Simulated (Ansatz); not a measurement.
# Telling isomers of AlH2IMgO apart by their spectra

These gas-phase data were calculated for one isomer of AlH2IMgO at r2SCAN-D4/def2-SVP (harmonic, unscaled wavenumbers; equilibrium rotational constants with average atomic masses):

| Quantity | Value |
| --- | --- |
| rotational constants | 130.6, 0.4786, 0.4768 GHz |
| all wavenumbers above 1500 cm⁻¹ | 1921, 1919 |
| dipole moment | 0.30 D (PBE0/def2-TZVPD) |

Candidates:

(1) `[MgH][O][AlH][I]`, a singlet
(2) `[AlH2][O][Mg][I]`, a singlet

Question: Assign the data to one candidate and say why.

Answer: Candidate (2). 2 modes lie between 1700 and 2050 cm⁻¹, one for each Al–H bond, while (1) has 1.

The same quantities for all candidates:

```tsv
	rotational constants (GHz)	wavenumbers above 1500 cm⁻¹	dipole (D)	E above the lowest, r2SCAN-D4/def2-SVP (kcal/mol)
(1)	7.698, 0.7429, 0.6775	1967, 1654	2.11	9.1
(2)	130.6, 0.4786, 0.4768	1921, 1919	0.30	0.0
```

Each candidate is one conformer. Atoms past krypton carry core potentials. Programs: Ansatz 0.2.0.

The rotational constants support the assignment independently. In (2) the heavy atoms must lie almost on a line, so only the two hydrogens contribute appreciably to the smallest moment of inertia, which gives 130.6 GHz. In (1) iodine sits on a bent arm at aluminium, and the same constant falls to 7.698 GHz.

The two Al–H stretches of (2), at 1921 and 1919 cm⁻¹, are the in-phase and out-of-phase combinations of equivalent bonds and are barely coupled. They could merge into one observed band, so the absence of the Mg–H stretch, at 1654 cm⁻¹ in (1), is a safer marker than the number of Al–H bands. That stretch is lower because the Mg–H bond is weaker and more ionic.

The preference for (2) probably reflects the gain from pairing hydride with aluminium and iodide with the more electropositive magnesium. Its small dipole suggests opposing bond contributions along the chain, and would make its pure rotational lines weak despite the distinctive constants.
